Charge-sharing signal of the 1T1C DRAM cell

1. Circuit, notation and premises

A 1T1C cell is a capacitor Cs between a storage node and a plate, joined to a bit line through an n-channel access transistor whose gate is the word line. The bit line has total capacitance Cb (junctions and overlaps of all cells on it, wiring, sense-amplifier input). A read precharges the bit line to V_pre, lets it float, raises the word line to V_WL, waits, and fires a latch that compares the bit line with a reference line.

Voltages are referred to ground. V_SN and V_BL are the storage-node and bit-line voltages, V0 is the value of V_SN just before the word line rises, u = V_BL − V_SN, and I is the current from bit line to storage node. ΔV_BL is the final minus the initial bit-line voltage. We work in V, fF, µA and ns, for which 1 fF·V/µA = 1 ns.

P1. Cs and Cb are linear, and their far terminals (plate, substrate, neighbouring lines) stay at fixed potentials.
P2. After precharge the only current into either node is the channel current I. Leakage during the read, channel charge and word-line coupling are neglected.
P3. The bit line is a single node, and the word line steps to V_WL at t = 0.
P4. The transistor is a long-channel device with a linearised body effect. At a channel point of potential V the inversion charge per area has magnitude Cox (V_WL − Vt0 − nV), where Vt0 is the threshold for a source at 0 V and n − 1 is the slope of threshold against source voltage. The charge vanishes at the pinch-off voltage V_P = (V_WL − Vt0)/n.

Sections 2 to 4 use P4 only to decide whether the transistor conducts. Section 7 puts sizes on what P1 to P3 leave out.

2. Static signal

By P1 and P2,

Cb dV_BL/dt = −I, Cs dV_SN/dt = +I. (1)

Adding the two shows that Cb V_BL + Cs V_SN is constant, whatever the law of I. If the transistor conducts until u = 0, both nodes end at one voltage V_f, and equating initial and final charge gives

V_f = (Cs V0 + Cb V_pre)/(Cs + Cb). (2)

Subtract V_pre = (Cs + Cb) V_pre/(Cs + Cb). The Cb V_pre terms cancel:

ΔV_BL = (V0 − V_pre) Cs/(Cs + Cb) = (V0 − V_pre)/(1 + Cb/Cs). (3)

The factor Cs/(Cs + Cb) is the transfer ratio. No transistor parameter appears in (3), but the premise u → 0 does depend on the transistor. Under P4 current flows only while the lower of the two nodes, which acts as source, lies below V_P. The lower node rises monotonically towards V_f, so (3) is reached if and only if

V_f < V_P, that is V_WL > Vt0 + nV_f. (4)

If V0 < V_P < V_f, the storage node stops at V_P. It has then taken the charge Cs (V_P − V0) from the bit line, and by (1)

ΔV_BL = −(V_P − V0) Cs/Cb. (5)

The denominator is now Cb alone and V_pre has dropped out. The two results join continuously: (2) gives V_f − V0 = (V_pre − V0) Cb/(Cs + Cb), and putting this for V_P − V0 in (5) returns (3). If both nodes start at or above V_P, nothing flows and ΔV_BL = 0. The same cut-off acts during a write, so the highest storable level is the smaller of VDD and V_P. Storing a full VDD needs a boosted word line, V_WL > Vt0 + nVDD.

3. Half-VDD precharge

Take stored levels 0 and VDD (boosted word line) and V_pre = VDD/2. Then V0 − V_pre = ±VDD/2 and (3) gives

ΔV_BL = ±(VDD/2)/(1 + Cb/Cs), (6)

plus for a 1 and minus for a 0. A second bit line left at VDD/2 is already the midpoint, so no dummy capacitor is needed to set the reference level. The symmetry belongs to the stored levels: a 1 that was written low or has leaked gives a smaller positive signal while the signal of the 0 is unchanged.

4. Full-VDD precharge and the dummy cell

An NMOS latch pulls down strongly and works best from high inputs, which is why NMOS parts precharge to VDD (through transistors with boosted gates). With V_pre = VDD, (3) gives ΔV_BL = 0 for a full 1 and −VDD Cs/(Cs + Cb) for a 0. An undisturbed reference line would be indistinguishable from a 1, so the reference has to be pulled down about half way. A dummy cell does this: a capacitor Cd, reset to 0 V in every precharge phase and connected to the reference line (also Cb, also at VDD) together with the word line. Equation (3) with Cs → Cd, V0 → 0 gives ΔV_ref = −VDD Cd/(Cd + Cb). The latch sees D = ΔV_BL − ΔV_ref.

Boosted word line, (4) satisfied on both lines:

D(V0) = (V0 − VDD) Cs/(Cs + Cb) + VDD Cd/(Cd + Cb). (7)

Setting D = 0 and collecting terms over the denominator Cs (Cd + Cb) gives the stored level at which the decision flips:

V_trip = VDD Cb (Cs − Cd)/[Cs (Cd + Cb)]. (8)

For Cd = Cs/2 this is VDD Cb/(Cs + 2Cb), slightly below VDD/2, and

D(VDD) = +VDD Cs/(Cs + 2Cb), D(0) = −VDD Cs Cb/[(Cs + Cb)(Cs + 2Cb)]. (9)

The ratio |D(0)|/D(VDD) is Cb/(Cs + Cb), so a half-size dummy favours the 1. Exact symmetry needs V_trip = VDD/2; solving (8) gives Cd = Cs Cb/(Cs + 2Cb). A full-size dummy, Cd = Cs, preset to VDD/2 also gives symmetry, since (3) is linear in V0. In both cases |D| equals (6): the gap between the two data signals is VDD Cs/(Cs + Cb) for any V_pre, and the precharge level only shifts the pair.

Unboosted word line, V_WL = VDD, with V_P below V_f on both lines: the best 1 is V_P and gives no signal, while the 0 and the dummy follow (5), with −V_P Cs/Cb and −V_P Cd/Cb. Here Cd = Cs/2 is exactly the midpoint:

D = ±V_P Cs/(2Cb), V_trip = V_P/2. (10)

5. Transient

Dividing the two equations (1) by their capacitances and subtracting gives

C_ser du/dt = −I, C_ser = Cs Cb/(Cs + Cb). (11)

If the transistor were a fixed resistor, I = u/R_on, then u = u0 exp(−t/τ) with

τ = R_on Cs Cb/(Cs + Cb), (12)

where u0 = V_pre − V0. The series capacitance is close to Cs when Cb ≫ Cs: the small capacitor makes nearly all the swing, so it sets the time. What remains is to find which R_on belongs in (12).

Both nodes below V_P. Current continuity along the channel with constant mobility µ gives, with β = µ Cox W/L,

I = β ∫ (V_WL − Vt0 − nV) dV from V_SN to V_BL = β u [V_WL − Vt0 − n (V_SN + V_BL)/2]. (13)

Charge conservation and the definition of u fix both nodes: V_BL = V_f + u Cs/(Cs + Cb) and V_SN = V_f − u Cb/(Cs + Cb). Their mean is V_f − u (Cb − Cs)/[2(Cs + Cb)], so

I = β u (A + κu), A = V_WL − Vt0 − nV_f, κ = n (Cb − Cs)/[2(Cs + Cb)]. (14)

A > 0 is condition (4). Insert (14) in (11) and define y = u/(A + κu). Then dy/du = A/(A + κu)², and dy/dt = −(βA/C_ser) u/(A + κu) = −y/τ. Hence

y = y0 exp(−t/τ), u = A y/(1 − κy), τ = C_ser/(βA), (15)

with y0 = u0/(A + κu0), and ΔV_BL(t) = −(u0 − u) Cs/(Cs + Cb). For |κu| ≪ A, y ≈ u/A and (12) holds with R_on = 1/(βA), the channel resistance at the final voltage V_f. So (12) describes the tail of the transient. Earlier the conductance is β(A + κu): larger than βA for a stored 0 (u > 0), smaller for a 1 read against a lower precharge (u < 0). The time to develop 90 % of the signal follows from u = u0/10:

t90 = τ ln[10 (A + κu0/10)/(A + κu0)]. (16)

Bit line above V_P throughout (the regime of (5)). The integral in (13) stops at V_P, giving I = (βn/2) w² with w = V_P − V_SN. Then Cs dw/dt = −(βn/2) w², so d(1/w)/dt = βn/(2Cs) and

w = w0/(1 + t/t0), t0 = 2Cs/(βn w0). (17)

There is no time constant in this regime. The developed fraction is t/(t + t0), so 90 % takes 9 t0 and 99 % takes 99 t0.

One consequence holds in both regimes. A stored 0 and a dummy at 0 V with equal transistors start with equal terminal voltages and so with equal currents. The two bit lines first fall together, and D for a 0 starts with zero slope, growing only as the smaller dummy fills. The latch timing therefore has to be set from D(t), which lags ΔV_BL(t).

The energy lost in the channel is ∫ I u dt = −C_ser ∫ u du = C_ser u0²/2 when u runs to zero, for any law of I.

6. Why the read is destructive

After equalisation the storage node sits at V_f. By (2), two stored levels that differed by VDD now differ by VDD Cs/(Cs + Cb). With half-VDD precharge both levels collapse towards VDD/2, and a second read without restore would give (6) multiplied once more by the transfer ratio. With full-VDD precharge the damage is one-sided: a full 1 is left at VDD by the sharing, while a 0 is lifted to VDD Cb/(Cs + Cb), above V_trip, and would next be read as a 1. In the cut-off regime the 0 ends near V_P, which is the level of a 1. Every cell on the selected word line is affected, so the word line stays high until the latch has driven each bit line to a rail and thereby rewritten the cell. A plain NMOS latch only discharges the low side, and the high side needs an active pull-up to make good what it lost.

7. Range of validity

The sizes below use the inputs of section 8 and further illustrative values named as they enter. They are to be compared with a signal a little above 200 mV.

Cut-off. Equation (3) needs (4); otherwise use (5). The cut-off is soft: in weak inversion I falls by a decade for each (kT/q) ln 10 = 60 mV (300 K) that the source rises, so V_SN creeps past V_P by about 60 mV per decade of time, which is 6 mV per decade on the bit line.

Word-line coupling (P2). An overlap of 1.5 fF on each side of the gate and a 7 V step lift the joined nodes by 2 × 1.5 × 7/550 = 38 mV, 17 % of the signal (6). The dummy line is lifted by 40 mV, leaving 2 mV in D. The channel takes its electrons, of charge Cg A, from the nodes and also lifts them: with Cg = 6 fF, by 13 mV for a 0, 8 mV for a 1 and 11 mV for the dummy, which shifts D by +2 mV and −3 mV. This cancellation is the second job of the dummy cell. A half-VDD array without one has to cancel or tolerate the coupling in some other way.

Neighbours (P1). With 10 fF to each adjacent line, counted in Cb, a 1 between two 0s is pulled down by about 2 × 10 × 455/550 = 17 mV.

Plate and stored level (P1). Each volt by which V0 is off moves the bit line by 91 mV. A plate tied to the supply passes almost all of a supply step between write and read to the floating storage node, while the dummy is freshly reset, so a 1 V step is a first-order loss. Leakage does the same to the 1: 12.5 pA for a refresh interval of 4 ms removes 50 fC, that is 1 V.

Nonlinear capacitors (P1). Charge conservation survives, with each C replaced by its average ΔQ/ΔV over the swing of that node. An abrupt junction at 8.3 V total reverse bias (5 V, 2.5 V of substrate bias, 0.8 V built in) changes by 0.455/(2 × 8.3) = 2.7 % across the bit-line swing, so Cb is safely linear. A storage capacitor that relies on an inversion layer under the plate loses that layer above a pinch-off voltage of its own and caps the usable swing as V_P does in (5).

Distributed bit line (P3). A floating line of total resistance R_b obeys a diffusion equation whose slowest mode, a half cosine, decays with time constant R_b Cb/π². That is 0.005 ns for 100 Ω (metal) and 0.25 ns for 5 kΩ (diffused line), 20 % of the τ found below.

Velocity saturation (P4). Dividing I by 1 + u/V_L adds (C_ser/(β κ V_L)) ln[(A + κu0)/(A + κu0/10)] to (16), which is 0.2 ns for V_L = 14 V. Times are therefore good to two figures at best.

Latch. The result ends where sensing begins. The usable margin is |D| less the latch offset, and a half-size dummy leaves the latch with loads of 550 and 525 fF, unequal by about 5 %. Thermal noise, √(kT/Cb) = 0.09 mV, plays no part.

8. Numerical illustration: 64 kb NMOS DRAM

Inputs: VDD = 5 V, Cs = 50 fF, Cb = 500 fF, V_pre = VDD, Cd = 25 fF reset to 0 V. Illustrative access device, typical of a process near 3 µm: Vt0 = 0.8 V, n = 1.1, β = 30 µA/V², the same for cell and dummy. The transfer ratio is 1/11 = 0.0909 for the cell and 1/21 = 0.0476 for the dummy, and C_ser = 45.5 fF. A full 1 holds 250 fC, or 1.56 × 10⁶ elementary charges.

Boosted, V_WL = 7 V. V_P = 6.2/1.1 = 5.64 V lies above VDD, so (3) and (15) apply. The minimum word-line levels are 6.3 V to write a full 1 and 5.8 V to equalise a 0.

Unboosted, V_WL = 5 V. V_P = 4.2/1.1 = 3.82 V lies below V_f = 4.545 V (cell) and 4.762 V (dummy), so (5), (10) and (17) apply.

Final values, in mV except V_trip:

case | ΔV_BL(0) | ΔV_BL(1) | ΔV_ref | D(0) | D(1) | V_trip
boosted, Cd = 25 fF | −455 | 0 | −238 | −216 | +238 | 2.38 V
boosted, Cd = 23.8 fF | −455 | 0 | −227 | −227 | +227 | 2.50 V
unboosted, Cd = 25 fF | −382 | 0 | −191 | −191 | +191 | 1.91 V
half-VDD, boosted, no dummy | −227 | +227 | 0 | −227 | +227 | 2.50 V

D is computed before rounding. In the first row a 1 that has leaked to 4 V gives ΔV_BL = −91 mV and D = +147 mV.

Transient, boosted, stored 0: A = 6.2 − 1.1 × 4.545 = 1.20 V, κ = 0.45, R_on = 28 kΩ, τ = 1.3 ns. Equation (16) gives t90 = τ ln(10 × 1.425/3.45) = 1.8 ns, where a pure exponential with the same τ would give 2.9 ns. The dummy has C_ser = 23.8 fF, A = 0.96 V, κ = 0.50 and τ = 0.83 ns. At t90 the lines stand at −409 mV and −230 mV, so D(0) = −179 mV, only 83 % of its final value. The channel of the cell dissipates 0.57 pJ. With half-VDD precharge the same device has A = 3.7 V and 3.2 V for a 0 and a 1, and τ = 0.41 ns and 0.47 ns: the low V_f leaves about three times the gate overdrive.

Transient, unboosted: t0 = 100/(30 × 4.2) = 0.79 ns for the 0 and 0.40 ns for the dummy. At 9 t0 = 7.1 ns the 0 has given −344 mV and the dummy, at 18/19 of its final value, −181 mV, so D(0) = −163 mV and D(1) = +181 mV.

Destruction, boosted: the 0 is left at 4.545 V. Read again without restore, it would give ΔV_BL = −41 mV and D = +197 mV, a clean 1. In the half-VDD case the second read would give ±21 mV.

These numbers are the model's. As typical knowledge, and not as a measurement, parts of this generation were sensed on roughly 100 to 200 mV after some 10 ns or more, so the model's 216 to 238 mV is high by up to a factor of about two (low supply, leakage, plate and coupling losses, early sensing), and its 1.8 ns is short by several times because a polysilicon word line rises far more slowly than the step of P3.